## The QED shift of a screened p₃/₂ level along the 64-electron sequence

The self-energy of the 5p3/2 level grows from each ion to the next, by a factor 8.66 from Tb+ to Bi19+, yet its weight relative to the binding energy first falls by almost half, passes through a minimum at W10+ and then creeps up again. The minimum marks the point where the binding energy, which grows very fast in the lightly charged ions, begins to grow more slowly than the shift. Vacuum polarisation has the opposite sign and stays near 1 % of the self-energy, and the ratio of the two runs smoothly through every change of configuration.

B-spline radial code 1, Dirac-Coulomb Hartree-Fock at the basis-set limit for spherical 64-electron ions from Tb+ to Bi19+, averaged over the nl configuration, with a Fermi nucleus. Self-energy and vacuum polarisation are first-order shifts of the 5p3/2 eigenvalue ε; positive means less bound.

```csv
species,Z,charge (e),configuration,ε(5p3/2) (eV),self-energy (eV),vacuum polarisation (eV),self-energy / vac. pol.,QED / |ε| (ppm)
Tb+,65,1,[Xe] 4f9 6s1,-35.7675,0.00911,-7.51e-05,-121,253
Er4+,68,4,[Xe] 4f10,-76.6163,0.0139,-0.000121,-114,179
Lu7+,71,7,[Kr] 4d10 4f13 5s2 5p3,-129.497,0.0199,-0.000184,-108,152
W10+,74,10,[Kr] 4d10 4f14 5s2 5p2,-196.755,0.0291,-0.000284,-103,146
Ir13+,77,13,[Kr] 4d10 4f14 5s2 5p2,-278.120,0.0420,-0.000431,-97.6,150
Hg16+,80,16,[Kr] 4d10 4f14 5s2 5p2,-370.733,0.0584,-0.000628,-93.0,156
Bi19+,83,19,[Kr] 4d10 4f14 5s2 5p2,-474.340,0.0789,-0.000887,-88.9,164
```

Here $\varepsilon$ is the Dirac–Coulomb Hartree–Fock eigenvalue of the 5p3/2 orbital, and the self-energy and vacuum polarisation are its first-order shifts, positive when the level becomes less bound. The column QED / $|\varepsilon|$, called the share below, is their sum divided by $|\varepsilon|$, in parts per million. Only the four ions from W10+ to Bi19+ have the same configuration. The 5p shell holds six electrons in Tb+ and Er4+, three in Lu7+ and two from W10+ on, while 4f fills from nine to fourteen.

### Two regions of one orbital

A 5p electron lives in two worlds. It spends most of its time at about one bohr, outside nearly all the other electrons, where it feels a small net charge. This outer region fixes the binding energy. On its brief visits to the interior it feels almost the full nuclear charge $Z$, and only there do the radiative corrections act. An electron that emits and reabsorbs a virtual photon samples the potential over a small region and acquires an anomalous magnetic moment; the smearing weakens the attraction close to the nucleus, and for a level with $j=l+\tfrac12$ the moment adds to the spin–orbit repulsion. Both raise the level, and at these $Z$ the moment is the smaller part. Vacuum polarisation is a cloud of virtual pairs that screens the nucleus out to about a Compton wavelength, so an electron inside the cloud sees more charge and is more strongly bound.

Near the nucleus the binding energy of an outer electron is negligible beside the potential. All outer p3/2 orbitals of a given ion then have the same inner shape and differ only in amplitude, so that each shift is a product of a factor set by $Z$ and an amplitude squared set by how often the electron returns. The runs for three ions bear this out. In W10+ the ratio of the 5p3/2 value to the 4p3/2 value is 0.1836 for $\langle r^{-3}\rangle$, 0.1829 for the self-energy and 0.1846 for the vacuum polarisation. Er4+ and Hg16+ show the same agreement to about 1 %, although the common ratio itself moves from 0.138 to 0.234. Three operators of different range thus measure one number, the inner amplitude.

### The model and its limits

For a bare nucleus the shift of level $n$ is $(\alpha^3/\pi)\,Z^4F/n^3$ hartree, with $\alpha$ the fine-structure constant and $F$ a slowly varying function of $Z\alpha$. Of the factor $Z^4/n^3$, the part $Z^2/n^3$ is the spacing of levels, $d\varepsilon/dn$, which is the classical frequency of return to the nucleus. The remaining $Z^2$ belongs to the interior. The Fermi–Segrè argument keeps the interior factor and replaces the frequency by that of the screened electron. With $Z_a$ the charge seen from far outside (ion charge plus one) and an effective quantum number $\nu$ defined by $|\varepsilon| = Z_a^2/2\nu^2$, the frequency is $Z_a^2/\nu^3$ if $\nu$ advances by one per level. Then

$$\Delta E_{\rm SE} = C\,\frac{\alpha^3}{\pi}\,\frac{Z^2Z_a^2}{\nu^3},\qquad \frac{\Delta E_{\rm SE}}{|\varepsilon|} = \frac{2C\alpha^3}{\pi}\,\frac{Z^2}{\nu},$$

where $C$ is a constant to be fitted. The share rises or falls with $Z$ according to the sign of $2 - d\ln\nu/d\ln Z$.

Two limits fix the shape of the curve. In a very highly charged ion screening no longer matters, $Z_a\to Z$ and $\nu\to 5$, so the share grows as $Z^2$. Near neutrality $Z_a$ is tiny, and the 5p electron penetrates shells that screen it only partly, so it is bound far more strongly than $Z_a$ suggests and $\nu$ lies well below 5: it is 1.23 in Tb+. Each added proton then changes $Z_a$ by a large fraction and $Z$ by less than 2 %, $\nu$ climbs steeply and the share falls. A minimum must lie between the two limits. From the eigenvalues, $d\ln\nu/d\ln Z$ is about 12 on the first step, 2.64 from Lu7+ to W10+ and 1.71 from W10+ to Ir13+. It crosses 2 at W10+, where the table has its smallest share, 146 ppm. The same crossing is visible without any model: from Lu7+ to W10+ $|\varepsilon|$ grows by a factor 1.52 and the self-energy by 1.46, and on the next step the factors are 1.41 and 1.44.

Lu7+ serves as a worked case and was not part of the fit. Its eigenvalue is $129.497/27.211 = 4.759$ hartree and $Z_a=8$, so $\nu = 8/\sqrt{9.518} = 2.593$ and $\nu^3 = 17.43$. Then $Z^2Z_a^2/\nu^3 = 5041\times 64/17.43 = 1.85\times10^4$. With $\alpha = 1/137.04$, $\alpha^3/\pi = 1.237\times10^{-7}$, and the constant fitted to the four ions from W10+ to Bi19+ is $C=0.322$. The product is $7.37\times10^{-4}$ hartree, or 0.0201 eV, about 1 % above the tabulated 0.0199 eV. Dividing by $|\varepsilon|$ gives 155 ppm against 152 ppm; about half of that gap is the vacuum polarisation, which the model leaves out.

### How far the model carries

Relative to the tabulated self-energy, the one-constant formula is within 2.5 % on the four fitted rows and misses Er4+ by −3.6 % and Tb+ by +7.2 %; the row-by-row residuals are in the output printed after the text. Bare $Z^4$ scaling, fitted to the same four rows, fails completely: it allows a growth of only 2.66 across the table. The steep rise of the self-energy therefore comes mainly from the inner amplitude, as the orbital is pulled in by a growing net charge. A free power law fitted to all seven rows, $Z^{8.86}$, follows the numbers better than the model does (1.2 % rms against 3.3 %). It has two parameters and no mechanism, and it cannot continue, since the exponent has to come down towards 4 when screening fades. The local exponent already drops from 9.2 to 8.2 over the three steps within the common configuration.

The fitted $C$ combines the QED function $F$ with the errors of the amplitude estimate. For a non-relativistic hydrogenic p level $\langle r^{-3}\rangle = Z^3/3n^3$, so dividing a shift by $3Z\langle r^{-3}\rangle\alpha^3/\pi$, with the computed $\langle r^{-3}\rangle$, removes the amplitude without appeal to Fermi–Segrè. This gives 0.246, 0.250 and 0.254 for Er4+, W10+ and Hg16+, called $f$ below (the output labels them F). They are not $F$ itself: the computed $\langle r^{-3}\rangle$ is a Dirac value, which at these $Z\alpha$ lies well above $Z^3/3n^3$ even for a bare nucleus, so $f$ is $F$ divided by that enhancement. The gap between $C$ and $f$ is the gap between the computed value and the formula's estimate of $\langle r^{-3}\rangle$, namely $ZZ_a^2/3\nu^3$, which the computed value exceeds by 26 to 35 % in those ions. How much of this excess is relativistic enhancement was not computed. If it is most of it in W10+ and Hg16+, $C$ is close to the true $F$ there, and the omitted factor $d\nu/dn$, which the 4p3/2 and 5p3/2 eigenvalues put above one, must be largely offset, perhaps by screening of the interior charge. That the three values of $f$ are so close shows the shift tracking $Z\langle r^{-3}\rangle$. It does not test QED, because the self-energy is evaluated with a short-range model potential in the first place.

Within the common configuration the constant needed row by row drifts upward, from 0.316 to 0.331. Between W10+ and Hg16+ roughly half of the drift appears in $f$ and half in the excess of $\langle r^{-3}\rangle$. That excess contains the relativistic enhancement, which was not separated out, so the drift may reflect the growth of $F$ with $Z\alpha$, which a constant $C$ leaves out. As a result the share climbs somewhat faster after the minimum than $Z^2/\nu$ predicts.

### The irregular rows

The growth of the self-energy dips on the step from Er4+ to Lu7+: the local exponent is 8.3, between 9.4 before and 9.2 after, a difference well beyond rounding. On this step three electrons leave 5p for 4f. The 4f orbitals lie well inside 5p (mean radii about 0.72 and 1.4 bohr in Er4+), and an inner electron screens more fully than a partner in the same shell, so the three added protons are partly offset. That argument gives the right direction. The numbers place the excess of Er4+ in the amplitude, since its $f$ is in line with the other two ions while its $\langle r^{-3}\rangle$ exceeds the estimate by a factor 1.354, against 1.261 in W10+. They do not show that screening is the whole cause. The 5p shell is closed in Er4+ and open in Lu7+, and closed orbitals of the same symmetry can be mixed freely without changing the total energy, so single-orbital values may jump on this step by convention. How much of the dip is of that kind is untested.

Tb+ is the row where the model is least well founded. Its 5p shell lies inside an occupied 6s orbital, whose level near −11 eV is the highest of the ion, so the charge seen by a 5p electron is ambiguous. Taking $Z_a=2$ gives the +7.2 % error; treating 6s as not screening at all, $Z_a=3$, gives −29 %. The truth should lie between the two choices, and the closeness of the first may be partly luck. In Er4+ the highest level is 4f7/2, but as this shell is radially inside 5p the choice of $Z_a$ is not in doubt in the same way.

### Why vacuum polarisation is small and the ratio smooth

The inner amplitude cancels in the ratio of the two shifts, which should then depend on $Z$ and on the orbital symmetry alone. The column runs from −121 to −88.9 and follows $Z^{-1.26}$ over all seven rows with a largest deviation of 0.3 %, in a row where rounding allows 0.5 %. The steps that disturb the self-energy leave no trace in it. In the three ions examined the 4p3/2 orbital has the same ratio as 5p3/2 to about 1 %.

The size of the ratio follows from symmetry. At small $Z\alpha$ the Uehling potential acts as a contact term proportional to the density $\rho(0)$ at the nucleus, which vanishes for p3/2. The next term of the expansion is $-(\alpha^5Z/35)\,\nabla^2\rho(0)$ hartree. A hydrogenic p orbital has $\nabla^2\rho(0) = (2/3\pi)\,Z^5(1-1/n^2)/n^3$, so for a weakly bound electron $F_{\rm VP} = -(2/105)(Z\alpha)^2$, two powers of $Z\alpha$ beyond the self-energy and with a small coefficient. Orbitals that reach the nucleus escape this suppression: in Hg16+ the ratio is −5.3 for 5s and −5.0 for 5p1/2, whose small component is s-like, against −93.0 for 5p3/2.

This limit explains why vacuum polarisation gains on the self-energy, from 0.83 % to 1.12 % of it, but it fails in detail at $Z\alpha = 0.47$ to 0.61. It predicts an exponent of −2 and a coefficient of −0.0190, whereas the shift divided by $3Z\langle r^{-3}\rangle\alpha^3/\pi$ and by $(Z\alpha)^2$ is −0.0087 in Er4+ and −0.0080 in Hg16+. Like $f$, these values are reduced by the relativistic enhancement of $\langle r^{-3}\rangle$, which is part of the shortfall. With $\ln(80/68)=0.163$, the decline of this coefficient and the growth of $f$ together raise the exponent by $[\ln(0.0087/0.0080)+\ln(0.254/0.246)]/0.163\approx0.7$, which brings −2 to about −1.3. Only the sum has meaning, since the divisor cancels in it. The decline of the coefficient may mostly mirror the growing enhancement in the divisor, in which case the softer exponent comes mainly from the growth of the self-energy function $F$; without a computed enhancement the runs do not settle this. The expansion assumes that the pair cloud is small beside the inner loop of the orbital, and their ratio is of order $Z\alpha$. The Wichmann–Kroll term also has the opposite sign and a longer reach, which fits the minute positive vacuum-polarisation shift that the same runs give for 4f. It is the smaller cause of the shortfall. In the total energies it is 3 to 5 % of the Uehling term, and for p3/2 its share is larger, but in the 4p3/2 orbital of Hg16+, which has the same inner shape as 5p3/2, it still cancels only about 8 % of the Uehling shift. Without it the coefficient there would be about −0.0087 instead of −0.0080, still less than half of the limiting value.

### What the minimum is worth

The neighbours of W10+ lie 4.1 % and 2.7 % higher, against a rounding of 0.3 % in each value, so the minimum is a real feature of the calculation. It sits at the edge of the common configuration: the fall runs through changes of configuration and only the rise is at fixed configuration, so the table does not show that charge alone places it at W10+. The self-energy itself is less certain, however: tests of the method on other systems, not on these ions, put its error at about 10 to 30 % for levels with $n>2$. A uniform error would leave the minimum in place, but an error changing by 3 to 4 % per step would move it to the next row. The fall from Tb+, a factor 1.73, survives unless errors near 30 % have opposite signs at its two ends. The rise to Bi19+, a factor 1.12, is of the size of that uncertainty and rests as much on the limit $Z^2/5$ as on the table. For heavier ions that keep this configuration the argument predicts a share that goes on rising, with a logarithmic slope that grows slowly from about 1.4; with 64 electrons $Z_a/Z$ stays below one half for every known element, so the unscreened limit is never close. For an outer p3/2 level of another sequence the minimum should fall near the point where $d\ln\nu/d\ln Z$ passes 2.

These shifts are small beside other terms. The zero-frequency Breit shift (Gaunt plus retardation) of the same level at frozen orbitals is 0.163, 0.300 and 0.534 eV in Er4+, W10+ and Hg16+, nine to twelve times the self-energy. All values are first order, without the relaxation of the other orbitals, which can matter for a p level whose direct shift is so much smaller than that of the s shells beneath it, and without correlation. The average over the configuration also places 4/3 of the two 5p electrons in 5p3/2, whereas a splitting of 12.7 eV in W10+ and 24.8 eV in Hg16+ makes the real ground level favour 5p1/2². In those ions the table describes an orbital of the averaged configuration, and the ground level itself holds little of it.

Output of the analysis:

```
Fermi-Segre constant C = 0.322; C and Z^4 fitted on W10+..Bi19+ (same configuration)
free power law over all rows: SE ~ Z^8.86; |SE/VP| ~ Z^-1.26 (lowest order: -2)
ion, nu, C of row, SE error % (Fermi-Segre, Z^4, Z^p), SE rounding %, share ppm (table, model SE), SE/VP fit error %
Tb+    1.234 0.301   +7.2  +152.3  +1.0  0.05  253 273  -0.11
Er4+   2.107 0.334   -3.6   +98.1  -1.2  0.36  179 175  +0.17
Lu7+   2.593 0.320   +0.9   +64.4  +1.1  0.25  152 155  +0.15
W10+   2.893 0.316   +2.0   +32.7  -0.2  0.17  146 151  -0.32
Ir13+  3.097 0.319   +1.1    +7.8  -1.7  0.12  150 153  +0.07
Hg16+  3.257 0.324   -0.5    -9.7  -0.8  0.09  156 157  +0.09
Bi19+  3.387 0.331   -2.5   -22.6  +1.8  0.06  164 162  -0.03
Fermi-Segre: rms 3.33 %, worst Tb+ +7.2 %
Z^4: rms 74.34 %, worst Tb+ +152.3 %
Z^p: rms 1.22 %, worst Bi19+ +1.8 %
SE/VP power: rms 0.16 %, worst W10+ -0.3 %
first to last row: SE x8.66, VP x11.81, |e| x13.26, Z^4 x2.66
|VP|/SE from 0.83 % to 1.12 %; Z alpha from 0.474 to 0.606; SE/VP rounding up to 0.49 %
step: factor SE, factor |e|, dln(SE)/dlnZ, dln(nu)/dlnZ, dln(share)/dlnZ table and model
Tb+->Er4+: 1.53 2.14 9.4 11.87 -7.67 -9.87
Er4+->Lu7+: 1.43 1.69 8.3 4.81 -3.79 -2.81
Lu7+->W10+: 1.46 1.52 9.2 2.64 -0.97 -0.64
W10+->Ir13+: 1.44 1.41 9.2 1.71 +0.68 +0.29
Ir13+->Hg16+: 1.39 1.33 8.6 1.32 +1.03 +0.68
Hg16+->Bi19+: 1.35 1.28 8.2 1.07 +1.36 +0.93
smallest share: table W10+, model W10+; neighbours higher by 4.1 % and 2.7 % (rounding 0.3 % each)
share Tb+ / smallest = 1.73; Bi19+ / smallest = 1.12
Tb+ with Za = 3 (6s not screening): Fermi-Segre SE error -29 %
orbital outputs: 5p3/2 over 4p3/2 for r^-3, SE, VP; SE/VP of 4p3/2 and 5p3/2
Er4+: 0.1380 0.1375 0.1385; -115.3 -114.4
W10+: 0.1836 0.1829 0.1846; -103.5 -102.6
Hg16+: 0.2340 0.2330 0.2355; -94.0 -93.0
F = shift/(3 Z r^-3 alpha^3/pi): F(SE), F(VP)/(Z alpha)^2; r^-3 over Z Za^2/(3 nu^3)
Er4+: 0.246 -0.0087; 1.354
W10+: 0.250 -0.0084; 1.261
Hg16+: 0.254 -0.0080; 1.277
lowest-order Uehling value of F(VP)/(Z alpha)^2 = -2/105 = -0.0190
Breit shift eV, Breit/SE, Breit/|e| ppm, 5p splitting eV
Er4+: 0.163 11.7 2123 6.7
W10+: 0.300 10.3 1526 12.7
Hg16+: 0.534 9.1 1440 24.8
Hg16+ SE/VP: 5s -5.3, 5p1/2 -5.0
```
